# Why is only C11 of silicon carbide too high?

The computed C11 of cubic silicon carbide lies 22 GPa above the measured one, while C12, C44 and the bulk modulus agree within 3 GPa. The obvious suspect, the tendency of the LDA functional to make crystals too small and therefore too stiff, does not explain this pattern. About half of the gap may lie in the measured values, which do not quite fit one another.

Elastic constants of cubic SiC (F-43m), computed with ABINIT 10.8.3 using density-functional theory with the LDA functional, PseudoDojo NC SR LDA v0.4.1 standard pseudopotentials, a plane-wave cutoff of 1116 eV and a 6 × 6 × 6 k-point mesh. The cell was relaxed at zero pressure, and the computed constants include the relaxation of the atoms under strain.

| row | computed constant (GPa) | what it is | measured constant (GPa) | label in the paper, method, sample | source |
| --- | --- | --- | --- | --- | --- |
| 1 | 140 | C12 | n/a | n/a | n/a |
| 2 | n/a | n/a | 142 | C12; quoted earlier experiment; bulk crystal | pmc:9505936 (2022) |
| 3 | n/a | n/a | 225 | bulk modulus B; quoted earlier experiment; bulk crystal | pmc:9505936 (2022) |
| 4 | 227.7 | bulk modulus (Hill) | n/a | n/a | n/a |
| 5 | 254 | C44 | n/a | n/a | n/a |
| 6 | n/a | n/a | 256 | C44; quoted earlier experiment; bulk crystal | pmc:9505936 (2022) |
| 7 | n/a | n/a | 380 | C11; quoted earlier experiment; bulk crystal | pmc:9505936 (2022) |
| 8 | 402 | C11 | n/a | n/a | n/a |

## What the constants measure

Stretch a cubic crystal along one cube edge and hold its sides fixed. C11 gives the stress along the stretch, and C12 gives the stress on the sides. C44 is the resistance to tilting the cube edges against each other. The bulk modulus $B$ is the resistance to uniform compression; for a cubic crystal the Hill average named in the table is the same quantity.

The stretch does two things at once: it changes the volume, and it changes the shape. Of the strain $e$ along the edge, one part is a uniform expansion by $e/3$ in each of the three directions, which produces the stress $Be$ on every face. What is left, $2e/3$ along the stretch and $-e/3$ on each side, keeps the volume and is resisted by the shear constant $C'=(C_{11}-C_{12})/2$. Adding the two stresses gives

$$C_{11}=B+\tfrac{4}{3}C',\qquad C_{12}=B-\tfrac{2}{3}C'.$$

With $C'$ unchanged, a higher $B$ thus raises C11 and C12 by the same amount. With $B$ unchanged, a stronger resistance to this change of shape, a higher $C'$, raises C11 but lowers C12.

## The tempting answer: a cell that is too small

LDA usually binds atoms too strongly. The cell was relaxed with this functional, and its volume comes out roughly 2% below the measured one, a recalled figure. In solids of this kind $B$ grows, in relative terms, about four times as fast as the volume shrinks. The small cell should therefore raise $B$ by nearly a tenth, or some 20 GPa, which is just the size of the excess in C11.

The match is deceptive, because compression should not act on C11 alone. In many tetrahedral semiconductors, silicon among them, $C'$ changes little under pressure. The same is expected here, so C12 should rise about as much as C11. If the whole excess in C11 were a rise of $B$, C12 would be 164 GPa; the calculation gives 140 GPa.

A looser version of the idea says that LDA stiffens everything by the same percentage. Scaling all measured constants by the 6% seen in C11 puts C44 at 271 GPa, against a computed 254 GPa. Both versions were set by C11 alone, so C12 is a real test of each, and both put it clearly too high. The output below lists these predictions.

This does not prove that the small cell has no effect. At a given volume LDA may make the crystal too soft, and the two errors may largely cancel in $B$. A calculation at the measured volume would separate them, but none is available here.

## Most of the excess is in the change of shape

The computed $C'$ is 131 GPa and the one from the measured constants is 119 GPa. By the formula above, four thirds of this difference enters C11, which makes 16 of the 22 GPa, provided that the quoted C11 is right.

A calculation can overrate the resistance to a change of shape if the atoms inside the strained cell are not allowed to settle. For C44 this matters a great deal: in the same calculation, letting the atoms settle lowers it by 30 GPa and so brings it to the measured value. A stretch along a cube edge is different. Its symmetry keeps each atom at the centre of its four neighbours, and the computed C11 is the same with and without this relaxation. The excess in C11 must have another origin.

## Do the measured values fit one another?

The formulas for C11 and C12 also give a test that needs no calculation of electrons. Eliminating $C'$ leaves

$$B=\frac{C_{11}+2C_{12}}{3}.$$

The computed constants obey this within rounding. The measured ones, all quoted from earlier experiments in one paper, do not: C11 and C12 give 221 GPa, while the bulk modulus is quoted as 225 GPa.

Suppose that the quoted $B$ and C12 are right. C11 then follows from them:

$$C_{11}=3B-2C_{12}=3\times225-2\times142=391\ \text{GPa}.$$

This is 11 GPa above the quoted C11, whereas rounding of the two inputs can shift the result by 2.5 GPa at most. Against the rebuilt value the calculation is too high by 11 GPa, or 3%, instead of 22 GPa. No computed number enters the rebuilt value, but C11 was chosen for rebuilding, rather than $B$ or C12, with its gap already known.

The tempting answer fails against the rebuilt value too. A pure rise of $B$ by the remaining 11 GPa would put C12 at 153 GPa, still well above the computed 140 GPa.

## How far this decides the matter

The arithmetic shows that the measured values do not fit one another, but not which of them is at fault. If they come from different experiments, ordinary measuring error may be enough to explain the misfit. Any error in $B$ is tripled on its way into C11, so a bulk modulus lower by 4 GPa would restore order and leave the quoted C11 standing. A C12 of about 148 GPa would do the same. In both cases the full gap of 22 GPa would remain.

One outside hint favours a fault in C11: as far as recalled, a measured value of roughly 390 GPa has also been reported for this crystal. The 380 GPa in the table could then be a slip in copying, but that is a guess until the original measurement has been checked.

Whatever remains of the gap, 3% if the quoted C11 is at fault and up to 6% if it is not, has no established cause. The measured values include thermal and zero-point motion, which usually soften a crystal and which the calculation leaves out. The functional, the experimental error and the finite mesh of the calculation may also contribute, and the table cannot tell them apart.

## Reading another cubic crystal

The same reasoning applies to other tetrahedral semiconductors. If C11 and C12 are both too high by similar amounts, the discrepancy lies in the resistance to compression, and a cell that is too small is a good first suspect. If C11 is too high while C12 is not, the discrepancy lies at least partly in the change of shape, or in one of the reference values. Before such a gap is blamed on the functional, or a measured set is entered into a stress calculation, it is worth checking that $B$, C11 and C12 fit together.

The analysis program printed:

```
C11, computed less measured, GPa: 22
C11, computed less measured, percent: 5.789
C12, computed less measured, GPa: -2
C44, computed less measured, GPa: -2
Bulk modulus, computed less measured, GPa: 2.7
Rough rise of B expected from the small LDA cell, GPa: 21.86
Common factor set by C11, predicted C12, GPa: 150.2
Common factor, predicted less computed C12, GPa: 10.22
Common factor, predicted C44, GPa: 270.8
Common factor, predicted less computed C44, GPa: 16.82
Pure rise of B set by C11, predicted C12, GPa: 164
Pure rise of B, predicted less computed C12, GPa: 24
Pure rise of B, predicted less computed B, GPa: 19.3
Shear constant (C11-C12)/2, computed, GPa: 131
Shear constant (C11-C12)/2, measured, GPa: 119
Lowering of C44 by internal relaxation, GPa: 30.13
Clamped-ion C44 less measured C44, GPa: 28.45
B from the measured C11 and C12, GPa: 221.3
Quoted measured B less that value, GPa: 3.667
C11 rebuilt from measured B and C12, GPa: 391
Rebuilt C11 less quoted measured C11, GPa: 11
Computed C11 less rebuilt C11, GPa: 11
Computed C11 less rebuilt C11, percent: 2.813
Largest rounding error of the rebuilt C11, GPa: 2.5
C12 needed if measured B and C11 are kept, GPa: 147.5
```
